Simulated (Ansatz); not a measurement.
# A series in volume per atom on In2Au

Results calculated with Ansatz 0.2.0, not measured. Periodic Kohn-Sham DFT of a crystal at fixed atoms; pressure and stress are positive in compression; the energy is the free energy less that of spherical unpolarised free atoms; site moments are those in the method's own spheres, positive along +z.

Cell of the first row (space group Fm-3m, No. 225):
```
CELL_PARAMETERS angstrom
0.00000 3.18460 3.18460
3.18460 0.00000 3.18460
3.18460 3.18460 0.00000
ATOMIC_POSITIONS crystal
In 0.25000 0.25000 0.25000
In 0.75000 0.75000 0.75000
Au 0.00000 0.00000 0.00000
```

Settings of every row: method all-electron PAW; functional LDA; relativity scalar; k mesh 10x10x10; filling fermi-dirac; smearing width 0.05 eV; nucleus gaussian.

Atom start moment: 0 on all atoms.

Limits: no spin-orbit coupling on heavy atoms.

| row | volume per atom (Å³) | pressure (GPa) |
| --- | --- | --- |
| 1 | 21.532 | 3.883 |
| 2 | 21.99 | 1.879 |
| 3 | 22.448 | 0.151 |
| 4 | 22.677 | -0.614 |
| 5 | 22.907 | ? |
| 6 | 23.136 | -1.977 |
| 7 | 23.365 | -2.597 |
| 8 | 23.823 | -3.737 |
| 9 | 24.281 | -4.728 |

Question: what pressure should row 5 give?

Worked fit of pressure. Take u = (V_r/V)^(2/3) − 1 with V_r = 22.907 Å³ an atom, which is twice the finite (Eulerian) strain; such expansions in the strain, on which the Birch-Murnaghan equation of state is built, carry the rest volume and the bulk modulus. The shown rows have u = 0.04213, 0.02761, 0.01359, 0.00675, -0.00661, -0.01311, -0.0258, -0.03809. Least squares give pressure = −1.3223 + 102.845 × u + 418.01 × u² + 1764 × u³ GPa; a parabola predicts inner rows, each left out in turn, worse (root mean square 0.031 against 0.011 GPa). The rows lie off it by -0.001, 0.006, -0.006, -0.005, 0.007, 0.006, -0.009, 0.003 (root mean square 0.0058 GPa). The pressure vanishes at u = 0.0122, or V = 22.49 Å³ an atom, and there the bulk modulus at fixed shape and fractions is B = −V dP/dV = (2/3)(1 + u) dP/du = 76.8 GPa. The withheld row has u = 0, so the fit gives −1.3223 + 102.845 × (0) + 418.01 × (0)² + 1764 × (0)³ = -1.322 GPa.

The calculation gave -1.32 GPa. The fit lies 0.002 GPa (0.023 % of the column's range) below it; its largest miss of a shown row is 0.009 GPa.
